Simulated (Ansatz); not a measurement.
## GaAs: the change of energy above lowest point and pressure with volume scale

Free energy against uniform scaling of the volume at fixed shape and fractions; periodic cell, basis, potentials, k mesh and filling as listed. The results are calculated, by Ansatz 0.2.0.

The cell before it is scaled or strained (space group F-43m, No. 216):
```
CELL_PARAMETERS angstrom
0.00000 2.82680 2.82680
2.82680 0.00000 2.82680
2.82680 2.82680 0.00000
ATOMIC_POSITIONS crystal
Ga 0.00000 0.00000 0.00000
As 0.25000 0.25000 0.25000
```

Settings of every row: functional PBE; dispersion none; potentials PAW; wave cutoff 500 eV; density cutoff 2000 eV; k mesh 6x6x6; k shift 0x0x0; occupations fixed; smearing width 0 eV; spin none.

Limits: bands overlap under fixed occupations.

| row | volume scale | V (Å³/atom) | energy above lowest point (meV/atom) | pressure (GPa) |
| --- | --- | --- | --- | --- |
| 1 | 0.88 | 19.878 | 163 | 16.17 |
| 2 | 0.92 | 20.781 | ? | ? |
| 3 | 0.96 | 21.685 | 38.1 | 6.67 |
| 4 | 1 | 22.588 | 10.4 | 3.26 |
| 5 | 1.04 | 23.492 | 0 | 0.52 |
| 6 | 1.08 | 24.395 | 3.3 | -1.48 |
| 7 | 1.12 | 25.299 | 16.9 | -3.26 |

Question: what energy above lowest point and pressure should row 2 give?

Worked fit of energy above lowest point. Take u = (V_r/V)^(2/3) − 1 with V_r = 23.04 Å³ an atom, which is twice the finite (Eulerian) strain; such expansions in the strain, on which the Birch-Murnaghan equation of state is built, carry the rest volume and the bulk modulus. The shown rows have u = 0.10342, 0.04123, 0.0133, -0.01287, -0.03738, -0.06045. Least squares give energy above lowest point = 3.4 + 394.6 × u + 10559.9 × u² + 5293 × u³ meV/atom; a parabola predicts inner rows, each left out in turn, worse (root mean square 0.84 against 0.31 meV/atom). The rows lie off it by 0.0, 0.1, -0.1, -0.1, 0.2, -0.1. Its lowest point lies at u = -0.0190, or V = 23.71 Å³ an atom, and the curvature there gives the bulk modulus at fixed shape and fractions, B = (4/9)(1 + u)² E″(u)/V = 59.3 GPa. The withheld row has u = 0.07122, so the fit gives 3.4 + 394.6 × (0.07122) + 10559.9 × (0.07122)² + 5293 × (0.07122)³ = 87.0 meV/atom.

The calculation gave 87.2 meV/atom. The fit lies 0.2 meV/atom (0.12 % of the column's range) below it; its largest miss of a shown row is 0.2 meV/atom.

Worked fit of pressure. Take u = (V_r/V)^(2/3) − 1 with V_r = 23.04 Å³ an atom, which is twice the finite (Eulerian) strain; such expansions in the strain, on which the Birch-Murnaghan equation of state is built, carry the rest volume and the bulk modulus. The shown rows have u = 0.10342, 0.04123, 0.0133, -0.01287, -0.03738, -0.06045. Least squares give pressure = 1.831 + 103.744 × u + 336.84 × u² GPa; a straight line predicts inner rows, each left out in turn, worse (root mean square 0.97 against 0.072 GPa). The rows lie off it by 0.01, -0.01, -0.01, -0.03, 0.10, -0.05 (root mean square 0.048 GPa). The withheld row has u = 0.07122, so the fit gives 1.831 + 103.744 × (0.07122) + 336.84 × (0.07122)² = 10.93 GPa.

The calculation gave 10.9 GPa. The fit lies 0.03 GPa (0.15 % of the column's range) above it; its largest miss of a shown row is 0.10 GPa.
